## Mass polarisation and the Darwin term across the fifth-period dications

An atom with a nucleus of finite mass $M$ carries the recoil energy $(\sum_i \mathbf p_i)^2/2M$. The square splits into a one-electron part, $T/M$, where $T$ is the electronic kinetic energy and $M$ is in electron masses, and a pair part, $S/M$, with $S=\langle\sum_{i<j}\mathbf p_i\cdot\mathbf p_j\rangle$. The first is the normal mass shift and the second the specific mass shift, or mass polarisation, so the ratio $S/T$ is the share of the second against the first. The table lists these for doubly charged ions from Rb2+ on, together with the electron density at the nucleus $n(0)$, the Darwin term built on it, and the relativistic shift $\Delta E_{\rm rel}=E(\text{Dirac})-E(\text{non-rel.})$. The last five rows are held back, and the question is how each column continues once 5s and 5p fill in place of 4d.

Fifth-period 2+ ions, B-spline radial atomic code version 1: all-electron non-relativistic Hartree-Fock, average of configuration, point nucleus, radial basis limit. E(Dirac) is from four-component Dirac-Coulomb Hartree-Fock averaged over the nl configuration, Fermi nucleus. Σ p_i·p_j runs over pairs i < j; the Darwin term is the one-electron (electron-nucleus) one.

| species | Z | electrons | configuration | kinetic energy (hartree) | <Σ p_i·p_j> (hartree m_e) | ratio to kinetic energy | first-order Darwin (hartree) | n(0) (bohr⁻³) | E(Dirac) − E(non-rel.) (hartree) |
| --- | --- | --- | --- | --- | --- | --- | --- | --- | --- |
| Rb2+ | 37 | 35 | [Ar] 3d10 4s2 4p5 | 2937.2 | -808.9 | -0.2754 | 108.5 | 35060 | -41.45 |
| Sr2+ | 38 | 36 | [Ar] 3d10 4s2 4p6 | 3131.0 | -872.2 | -0.2786 | 120.9 | 38040 | -46.53 |
| Zr2+ | 40 | 38 | [Kr] 4d2 | 3538.3 | -1007 | -0.2847 | 148.9 | 44500 | -58.10 |
| Nb2+ | 41 | 39 | [Kr] 4d3 | 3752.8 | -1079 | -0.2876 | 164.6 | 47980 | -64.66 |
| Mo2+ | 42 | 40 | [Kr] 4d4 | 3974.7 | -1155 | -0.2905 | 181.5 | 51650 | -71.77 |
| Tc2+ | 43 | 41 | [Kr] 4d5 | 4203.9 | -1233 | -0.2933 | 199.6 | 55500 | -79.48 |
| Ru2+ | 44 | 42 | [Kr] 4d6 | 4440.6 | -1315 | -0.2961 | 219.1 | 59530 | -87.81 |
| Rh2+ | 45 | 43 | [Kr] 4d7 | 4685.0 | -1400 | -0.2988 | 240.0 | 63760 | -96.81 |
| Pd2+ | 46 | 44 | [Kr] 4d8 | 4937.0 | -1488 | -0.3014 | 262.3 | 68180 | -106.5 |
| Ag2+ | 47 | 45 | [Kr] 4d9 | 5196.7 | -1580 | -0.3041 | 286.2 | 72800 | -116.9 |
| Cd2+ | 48 | 46 | [Kr] 4d10 | 5464.3 | -1676 | -0.3066 | 311.7 | 77630 | -128.1 |
| In2+ | 49 | 47 | [Kr] 4d10 5s1 | 5739.4 | -1773 | -0.3089 | 338.9 | 82680 | -140.2 |
| Sn2+ | 50 | 48 | [Kr] 4d10 5s2 | ? | ? | ? | ? | ? | ? |
| Sb2+ | 51 | 49 | [Kr] 4d10 5s2 5p1 | ? | ? | ? | ? | ? | ? |
| Te2+ | 52 | 50 | [Kr] 4d10 5s2 5p2 | ? | ? | ? | ? | ? | ? |
| I2+ | 53 | 51 | [Kr] 4d10 5s2 5p3 | ? | ? | ? | ? | ? | ? |
| Xe2+ | 54 | 52 | [Kr] 4d10 5s2 5p4 | ? | ? | ? | ? | ? | ? |

Three limits govern the use of these numbers. They are Hartree-Fock values without correlation, and $S$ is a two-electron quantity to which correlation contributes directly. They belong to total energies, and the share $S/T$ does not carry over to a spectral line, where the inner-shell parts cancel between the two states. And $n(0)$ is non-relativistic: further output of the same calculations gives 128200 bohr⁻³ for Pd2+ at the Dirac level, averaged over the nucleus, against 68180 here, so this column cannot stand in for a real contact density.

### Why the pair term is negative

For a determinant, the expectation value of $\mathbf p_i\cdot\mathbf p_j$ has a direct and an exchange part. The direct part contains $\langle a|\mathbf p|a\rangle$, which vanishes by parity. The exchange part is $-|\langle a|\mathbf p|b\rangle|^2$ for two electrons of equal spin, and it can only be negative. Since $\mathbf p$ is an odd vector operator, it links only shells whose $l$ differ by one. Summed over two closed shells with radial functions $P_{nl}$ and $P_{n',l-1}$, the contribution is

$$S_{ab}=-2\,l\,J^2,\qquad J=\int P_{nl}\left(\frac{d}{dr}-\frac{l}{r}\right)P_{n',l-1}\,dr ,$$

with $J$ the Vinti integral; an open shell averaged over its configuration is weighted by its fractional filling. In physical terms, the Pauli principle keeps electrons of equal spin apart in momentum as well as in position, their momenta tend to point in opposite directions, and the nucleus recoils less. The table agrees in sign for all twelve known rows, where the pair term removes 28 to 31 % of the normal shift.

The size follows from hydrogenic functions. For the 2p and 1s shells of a bare charge $Z$, $|J|$ is the transition frequency times the radial dipole integral, $\tfrac38Z^2\times 128\sqrt6/(243\,Z)=0.484\,Z$, so that $S_{2p,1s}=-0.468\,Z^2$, or $-749$ hartree $m_e$ at $Z=40$, the order of the tabulated $-1007$. Summing all allowed pairs with the bare charge gives $-2038$ for Zr2+ and $-3182$ for Ag2+, twice the table in both. Giving each shell the charge $n^2\langle 1/r\rangle$, with $\langle 1/r\rangle$ from further output of the same runs, brings the sums to $-893$ and $-1401$, each 0.89 of the table. Screening is thus worth a factor of two, and the screened model has no fitted constant, though it borrows its radii from the calculation. Its shells of equal $l$ are not orthogonal, so its parts are good for orders of magnitude only: hundreds of hartree $m_e$ for 2p with 1s and for 3d with 2p, a few per 4d electron.

This last figure is the important one for a prediction. $S$ changes by about 70 to 100 hartree $m_e$ per element from Zr2+ to In2+, and nearly all of that comes from inner shells contracting as $Z$ rises. The identity of the added electron can shift the step by a few per cent at most.

A log-log fit to the known rows gives $|S|\propto Z^{2.80}$ and $T\propto Z^{2.38}$, so $|S/T|$ rises. The effective charges suggest where the rise comes from. From Zr2+ to Ag2+ they grow from 39.5 to 46.5 (1s), 35.4 to 42.3 (2p) and 24.7 to 31.8 (3d). In the screened model the pair of 2p with 1s grows by $804/560=1.44$ and that of 3d with 2p by $369/206=1.79$, while $T$ grows by $5196.7/3538.3=1.47$ and $|S|$ by $1580/1007=1.57$. On this argument the innermost pair lags behind $T$, and the rise of the ratio is carried by the heavily screened shells, whose charge grows fastest in proportion. The table has no column that splits $S$, so this is an inference.

### The Darwin term and the net relativistic shift

The one-electron Darwin term is $\tfrac{\pi}{2}\alpha^2Z\,n(0)$, with $\alpha=1/137.04$. For Zr2+ this is $62.83\times44500/18780=148.9$ hartree, the tabulated value; the relation holds within $3.1\times10^{-4}$ on all known rows, inside the rounding. It is how the column was computed and tests nothing. The term is positive because the smeared-out electron samples less of the nuclear attraction at the origin.

Only s electrons contribute to $n(0)$. Filled hydrogenic shells 1s to 4s would give $n(0)/Z^3=\tfrac{2}{\pi}(1+\tfrac18+\tfrac1{27}+\tfrac1{64})=0.750$, and the table runs from 0.692 (Rb2+) to 0.703 (In2+). In the further output for Nb2+ the two 1s electrons supply $2\times21390=42780$ of the 47980 bohr⁻³. The fitted exponents are 3.05 for $n(0)$ and 4.05 for the Darwin term, slightly above 3 and 4 because a nearly fixed screening matters less as $Z$ grows.

The net shift has the opposite sign because the mass-velocity term is larger. For a hydrogenic 1s electron it is $-\tfrac58\alpha^2Z^4$ against a Darwin term of $+\tfrac12\alpha^2Z^4$, a ratio of $-1.25$. For 2s the ratio is $-13/8$, and p and d electrons have a mass-velocity term with no Darwin term to offset it. The further output gives $-203.4$ hartree for Zr2+ and $-394.4$ for Ag2+, ratios of $-1.37$ and $-1.38$. The first-order sums, $-54.5$ and $-108.2$ hartree, fall short of $\Delta E_{\rm rel}$ by $-3.6$ and $-8.7$ hartree, 6.2 and 7.5 % of it. The first-order spin-orbit energy averages out over a configuration, so the remainder collects higher orders in $Z\alpha$, the two-electron terms of the Dirac-Coulomb operator and the finite nucleus of the Dirac run. Between these two ions it grows as $Z^{5.4}$, near the $Z^6$ of the next order, but two points cannot separate the parts. The shift leaves out the Breit and QED terms, which further output puts at about $+2.6$ hartree for Rb2+, 6 % of its size. As a whole it goes as $Z^{4.34}$, and $|\Delta E_{\rm rel}|$ over the Darwin term climbs steadily from 0.382 to 0.414.

### Building the predictions

Each column is first stripped of its leading dependence on $Z$. For $T$, which equals $-E$ by the virial theorem, the statistical formula for neutral atoms is subtracted,

$$T_{\rm st}=0.768745\,Z^{7/3}-\tfrac12Z^2+0.2699\,Z^{5/3},$$

the Thomas-Fermi, Scott and Dirac-Schwinger terms. At $Z=40$ it gives $4206.5-800+126.3=3532.8$ hartree, 5.5 below the table. The excess $T-T_{\rm st}$ rises from 3.9 (Rb2+) through 8.3 (Cd2+) to 8.6 hartree (In2+) and is at most 0.16 % of $T$. The other reduced quantities are $S/T$, $n(0)/Z^3$ and $\Delta E_{\rm rel}/\alpha^2Z^4$.

Each was fitted by least squares with a quadratic in $Z$ over the nine 4d rows, Zr2+ to Cd2+; its extension is called the 4d line below, and its coefficients have no separate meaning. The largest residuals are 0.1 hartree in $T$ (rounding 0.05), $5\times10^{-5}$ in the ratio (rounding the same), 4 bohr⁻³ in $n(0)$ (rounding 5) and 0.01 hartree in the shift (rounding 0.005 to 0.05). Rb2+ and Sr2+ fill 4p and were left out; they lie off the line by $-1.5$ and $-0.4$ hartree in $T$, by 0.0002 and 0.0001 in the ratio, and by little more than the rounding in $n(0)$.

In2+, with its one 5s electron, measures the kink $\delta$, its departure from the 4d line. The values are $-0.15\pm0.05$ hartree in $T$, $+0.00021\pm0.00005$ in $S/T$, $+17\pm6$ bohr⁻³ in $n(0)$ and $-0.10\pm0.05$ hartree in the shift, the uncertainties being the scatter when all inputs are moved at random within their rounding. For $T$ and $S/T$ the prediction is the mean of two continuations: the 4d line plus $\delta k$, with $k=Z-48$ the number of electrons in the fifth shell, and a straight repetition of the step in the reduced quantity from the fitted value at Cd2+ to In2+. For $n(0)$ and the shift, taken to be inner-shell properties, it is a plain quadratic over Zr2+ to In2+, although the kink in $n(0)$ is nearly three times its uncertainty. The bar adds in quadrature the rounding scatter, half the gap between two forms (for the last two quantities, quadratic and straight line) and the whole of $|\delta|k$. It is a judgement that rests on a single row beyond cadmium.

For the ratio at Xe2+, where $k=6$, the step from Cd2+ to In2+ is $-0.0023$, and five repetitions give $-0.3089-0.0115=-0.3204$. The curved continuation ends less negative, and the mean is $-0.3199$. The kink term $6\times0.00021=0.0013$ dominates the bar. The product with the predicted $T$, $-0.3199\times7234.3$, gives $S=-2314$ ($-2315$ before rounding). The Darwin term follows from the predicted $n(0)$. All predictions, in the units of the table:

| ion | $S/T$ | $S$ | $T$ | $n(0)$ | Darwin | $\Delta E_{\rm rel}$ |
|:--|:--|:--|:--|:--|:--|:--|
| Sn2+ | −0.3112 ± 0.0004 | −1874 ± 3 | 6022.4 ± 0.3 | 87930 ± 40 | 367.7 ± 0.2 | −153.0 ± 0.2 |
| Sb2+ | −0.3134 ± 0.0006 | −1979 ± 4 | 6313.4 ± 0.5 | 93400 ± 60 | 398.4 ± 0.3 | −166.8 ± 0.4 |
| Te2+ | −0.3156 ± 0.0009 | −2087 ± 6 | 6612.3 ± 0.6 | 99090 ± 90 | 431.0 ± 0.4 | −181.6 ± 0.5 |
| I2+ | −0.3178 ± 0.0011 | −2199 ± 8 | 6919.2 ± 0.8 | 105010 ± 120 | 465.5 ± 0.5 | −197.3 ± 0.7 |
| Xe2+ | −0.3199 ± 0.0013 | −2315 ± 10 | 7234.3 ± 1.0 | 111160 ± 160 | 502.1 ± 0.7 | −214.0 ± 1.0 |

The physics adds five forecasts in words. Signs and orders persist. $|S/T|$ rises by shrinking steps near 0.002 and stays below the 4d line, because diffuse 5s and 5p electrons couple more weakly to the shells whose $l$ differs by one than 4d does to the p shells. $T$ stays within 0.2 % of the statistical formula, but its excess grows more slowly and may turn over, so $T$ may fall below its prediction. The density, the Darwin term and the shift are hit within about 0.3 %, any 5s step in $n(0)$ being near the rounding, and the ratio of shift to Darwin term reaches about 0.43. Nothing marks the half-filled 5p³ shell.

### The computed values

The withheld rows as computed:

| species | Z | electrons | configuration | kinetic energy (hartree) | <Σ p_i·p_j> (hartree m_e) | ratio to kinetic energy | first-order Darwin (hartree) | n(0) (bohr⁻³) | E(Dirac) − E(non-rel.) (hartree) |
| --- | --- | --- | --- | --- | --- | --- | --- | --- | --- |
| Sn2+ | 50 | 48 | [Kr] 4d10 5s2 | 6022.2 | -1873 | -0.3110 | 367.8 | 87950 | -153.2 |
| Sb2+ | 51 | 49 | [Kr] 4d10 5s2 5p1 | 6312.6 | -1977 | -0.3132 | 398.6 | 93430 | -167.1 |
| Te2+ | 52 | 50 | [Kr] 4d10 5s2 5p2 | 6610.8 | -2084 | -0.3153 | 431.2 | 99130 | -181.9 |
| I2+ | 53 | 51 | [Kr] 4d10 5s2 5p3 | 6916.9 | -2195 | -0.3173 | 465.8 | 105100 | -197.8 |
| Xe2+ | 54 | 52 | [Kr] 4d10 5s2 5p4 | 7230.9 | -2309 | -0.3193 | 502.4 | 111200 | -214.8 |

Signs and orders hold in every column. The misses, computed minus predicted, with the miss in units of the bar in brackets, are:

| ion | $S/T$ | $S$ | $T$ | $n(0)$ | Darwin | $\Delta E_{\rm rel}$ |
|:--|:--|:--|:--|:--|:--|:--|
| Sn2+ | +0.0002 (0.4) | +1 (0.4) | −0.2 (0.7) | +23 (0.6) | +0.1 | −0.16 (0.7) |
| Sb2+ | +0.0002 (0.3) | +2 (0.4) | −0.8 (1.6) | +32 (0.5) | +0.2 | −0.27 (0.7) |
| Te2+ | +0.0003 (0.4) | +3 (0.5) | −1.5 (2.3) | +39 (0.4) | +0.2 | −0.34 (0.6) |
| I2+ | +0.0005 (0.4) | +4 (0.5) | −2.3 (2.8) | +89 (0.7) | +0.3 | −0.52 (0.7) |
| Xe2+ | +0.0006 (0.5) | +6 (0.6) | −3.4 (3.3) | +38 (0.2) | +0.3 | −0.77 (0.8) |

Within each column all five misses share a sign. They are one error of slope or curvature seen five times, and a column inside its bars counts as one success.

### The pair term breaks in slope

The ratio and $S$ fall inside their bars, with a worst miss of 0.24 % of the predicted $S$ at Xe2+. The steps in $|S/T|$ from In2+ on are 21, 22, 21, 20 and 20 in units of $10^{-4}$, against 25 to 29 along the 4d rows. They shrink overall, and the small rise at Sb2+ is one unit of rounding. The computed ratio leaves the 4d line by 0.0006, 0.0008, 0.0010, 0.0013 and 0.0015, close to proportional to $k$ at about 0.00025 per electron, and in $S$ this is 3 to 12 hartree $m_e$, about 2 per electron. Such a form and size fit the mechanism, since replacing a 4d electron by one of the fifth shell removes part of a direct contribution of a few hartree $m_e$, once per electron. The numbers show the break, and a growth that is linear as far as the extrapolated 4d line can be trusted; that the Vinti integrals of the added electron cause it is argued from the crude model. A difference between 5s and 5p is not resolved. The prediction was slightly too negative throughout. At Xe2+ about a third of the miss of 0.0006 comes from a kink read a little small ($6\times0.00021$ against 0.0015, within its uncertainty), and the rest from averaging with the straight continuation, which lacks the curvature that persists.

### The kinetic energy breaks in curvature

Four of the five values of $T$ lie outside their bars, with misses of up to 3.3 bars. The forecast named this direction only as a possibility, and the size was not foreseen. The excess over $T_{\rm st}$ runs 8.8, 8.8, 8.6, 8.2 and 7.7 hartree and does turn over. In relative terms the miss is small, 0.05 % of $T$ at Xe2+, but 3.4 hartree is about 90 eV, which shows how little such an extrapolation says about chemical energies.

The departures from the 4d line are $-0.15$, $-0.6$, $-1.3$, $-2.3$, $-3.4$ and $-4.7$ hartree for $k=1$ to 6. They grow faster than $k$, which both prediction and bar assumed. A reason can be given after the fact. By the Hellmann-Feynman theorem $\partial E/\partial Z=-\sum_i\langle 1/r_i\rangle$ at fixed electron number, so the step in $T$ per element is the electronic potential at the nucleus plus the binding of the added electron. At Ag2+ the mean step is $(5464.3-4937.0)/2=263.7$ hartree, and the further output gives $\sum\langle1/r\rangle=262.7$ bohr⁻¹. Every added electron stays in that sum for all later steps. A 4d electron of Ag2+ has $\langle1/r\rangle=1.03$, and a fifth-shell electron, lying farther out, adds less: in the Dirac output for Sb2+ the value is 0.60 for 5s and about 0.50 for 5p. The sum itself, which is the electron-nucleus energy of the further output divided by $-Z$, bears this out: its steps grow along the 4d rows and reach 7.82 bohr⁻¹ from Ag2+ to Cd2+, but the next one, to In2+, is only 7.67. The drop is smaller than the difference between the orbital values, as expected if a fifth-shell electron screens the others less and lets them move inwards. This part of the deficit in the step grows roughly as $k$, and its share of the deficit in $T$ as $k^2$. The binding term pulls the same way, but it acts once per added electron, so its share grows roughly as $k$. In the further output the ionisation energy rises by 1.84 eV from Ag2+ to Cd2+, where it is 36.69 eV. Continued, this would give 38.5 eV at In2+, but the 5s electron there has 25.55 eV. The loss of 13 eV, or 0.48 hartree, puts $T$ of In2+ that far below a smooth 4d continuation, about three times the fitted kink of 0.15. The quadratic 4d line therefore already runs too low at In2+, and the exact growth law of the departures from it has no meaning. What the outputs support is a part that grows as $k$ and a part that grows as $k^2$.

### Density, Darwin term and shift

The density is hit within 0.08 % and the Darwin term within 0.3 hartree, both inside the bars. The values for I2+ and Xe2+ are rounded to ±50 bohr⁻³, so the jump of the miss from 89 to 38 carries no meaning. The forecast about 5s needs amending. The density lies above the 4d line by 17, 39, 55 and 70 bohr⁻³ from In2+ to Te2+, where the rounding is 5, and the growth goes on after the 5s shell is full. The contact density of the 5s electrons is of this size: in the Dirac output for Sb2+ a 5s electron has 47 bohr⁻³, or about 22 when scaled down by the ratio of the total densities, so two of them give about 44 of the 55 bohr⁻³. Their number stops growing at Sn2+ and 5p has no non-relativistic contact density, but the density per 5s electron should keep rising with $Z$. The rest may come from weaker screening of the s shells by fifth-shell electrons than by 4d, or from an error in the curvature of the extrapolated line, and the table cannot separate these.

The shift is inside its bars, yet at Xe2+ the miss is 0.36 % of the prediction, just beyond the 0.3 % forecast. The ratio to the Darwin term reaches 0.428 against the predicted $214.0/502.1=0.426$. The relative miss is about six times that of the Darwin term in the same row (0.3 hartree, 0.06 % of the prediction), so extra density at the nucleus explains only part of it. Two further causes may be at work. Once $Z^4$ is divided out the $Z^6$ term is itself quadratic and the fit carries it, but a quadratic can miss a slow change of curvature from screening or from still higher orders in $Z\alpha$. And relativity destabilises d electrons (the 4d level of Zr2+ moves from $-0.824$ to about $-0.81$ hartree in the further output) while it stabilises s electrons, so leaving the d shell removes a positive contribution. Both parts are small: 0.013 hartree per d electron in Zr2+ and 0.021 in Ag2+ as orbital energies, and about 0.04 hartree for the 5s electron of In2+, whose ionisation energy rises from 25.55 to 26.62 eV in the Dirac run. Six electrons, two of them 5s, thus cover only a minor share of the miss of 0.77 hartree. The table cannot apportion the rest.

I2+ shows no feature beyond the rounding, nor did Tc2+ at 4d⁵. The average over the configuration removes the Hund's-rule exchange by construction, so this smoothness says nothing about real ground terms, whose energy, and with it $T$, does depend on spin alignment. With a single open shell the alignment leaves the pairs that enter $S$ unchanged, since electrons of one shell share $l$ and closed shells hold both spins equally, so a term acts on $S$ only through the radial functions.

For extrapolating across a shell closure the rule is to ask how the added electron enters the quantity. Where it contributes mainly once, as argued for $S/T$, one row past the closure fixes a break in slope and a bar proportional to $k$ sufficed here. Where it also alters every later step, as argued for the total energy through $\sum\langle1/r\rangle$, the curvature breaks as well, and the bar needs a part that grows as $k^2$.
